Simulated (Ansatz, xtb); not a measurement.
**CH5BSe: which of two isomers lies lower**

Structure X is `B[Se]C`, a singlet and structure Y is `CB[SeH]`, a singlet. Both are isolated molecules in the gas phase, relaxed with PBE0-D4/def2-TZVP; the shapes shown needn't be the lowest conformers.

X (Å):

```csv
atom,x (Å),y (Å),z (Å)
C,3.7980,-0.8771,-0.8372
B,0.8638,-1.0398,-0.2726
Se,2.0796,-1.1971,-1.7035
H,1.2530,-0.7974,0.8285
H,-0.2874,-1.1952,-0.5391
H,4.2681,-0.0119,-1.3005
H,3.6283,-0.6938,0.2211
H,4.4276,-1.7543,-0.9732
```

Y (Å):

```yaml
atoms:
  - { symbol: C, position_ang: [1.0208, -0.4513, 0.6971] }
  - { symbol: B, position_ang: [0.2903, 0.0651, -0.5766] }
  - { symbol: Se, position_ang: [1.0024, 1.5545, -1.5548] }
  - { symbol: H, position_ang: [1.9320, 0.0846, 0.9686] }
  - { symbol: H, position_ang: [-0.7154, -0.4368, -0.9793] }
  - { symbol: H, position_ang: [1.2679, -1.5120, 0.5707] }
  - { symbol: H, position_ang: [-0.0304, 1.6047, -2.5974] }
  - { symbol: H, position_ang: [0.3321, -0.4161, 1.5497] }
```

Quicker runs give these differences E(Y) − E(X): GFN2-xTB −0.006 eV; HF/STO-3G −0.288 eV (at GFN2-xTB geometries); r2SCAN-D4/def2-SVP −0.605 eV (at GFN2-xTB geometries).

**Question.** Estimate E(Y) − E(X) at the level CCSD(T)/def2-TZVP.

**Answer.** Calculated at CCSD(T)/def2-TZVP: E(Y) − E(X) = −0.439 eV, so structure Y lies lower.

Level by level:

```csv
level,geometry,E(Y) − E(X) (eV),departure from the last row (eV),"job, with rough time for the two"
GFN2-xTB,GFN2-xTB,−0.006,+0.432,"optimisation, 0.38 s"
HF/STO-3G,GFN2-xTB,−0.288,+0.151,"single point, 0.36 s"
r2SCAN-D4/def2-SVP,GFN2-xTB,−0.605,−0.166,"single point, 2.6 s"
PBE0-D4/def2-TZVP,PBE0-D4/def2-TZVP,−0.508,−0.070,"optimisation, 68 s"
HF/def2-TZVP,PBE0-D4/def2-TZVP,−0.515,−0.077,part of the CCSD(T) run
MP2/def2-TZVP,PBE0-D4/def2-TZVP,−0.437,+0.002,part of the CCSD(T) run
CCSD(T)/def2-TZVP,PBE0-D4/def2-TZVP,−0.439,,"single point, 24 s"
```

As drawn, Y has 1 C–B, 1 Se–H in place of 1 C–Se, 1 B–H.

GFN2-xTB finds them nearly level. The largest departure from CCSD(T)/def2-TZVP is that of GFN2-xTB, 0.432 eV.

With harmonic frequencies from PBE0-D4/def2-TZVP (ideal gas, rigid rotor, one conformer each, 298.15 K, 1 atm): the zero-point term adds −0.030 eV; ΔH is −0.470 and ΔG −0.460 eV.

The correlated steps freeze 11 core orbitals; the filled d shell of Se is correlated, in a basis made for valence electrons. Run with Ansatz 0.2.0, xtb 6.7.1; the last row on 2 threads of Intel(R) Xeon(R) 6975P-C (Granite Rapids) on a shared host.

Methyl on boron with hydrogen on selenium is the more stable arrangement, and the thermal terms leave that order intact. The exchange gives up a weak C–Se bond, in which the diffuse selenium 4p orbital overlaps poorly with carbon, for a stronger C–B bond. This gain probably outweighs the cost of replacing B–H with the weaker Se–H. Both isomers keep a planar B–Se unit in which a selenium lone pair can donate into the empty boron p orbital, so π donation alone is unlikely to decide the order, though methyl hyperconjugation may help Y.

Hartree–Fock in the larger basis already gives −0.515 eV, so the preference doesn't originate in electron correlation, which slightly favours X. The zero-point term favours Y, as expected when a stiff B–H stretch gives way to a softer Se–H one. The energies establish a thermodynamic preference between these two structures, but say nothing about the barrier to their interconversion.
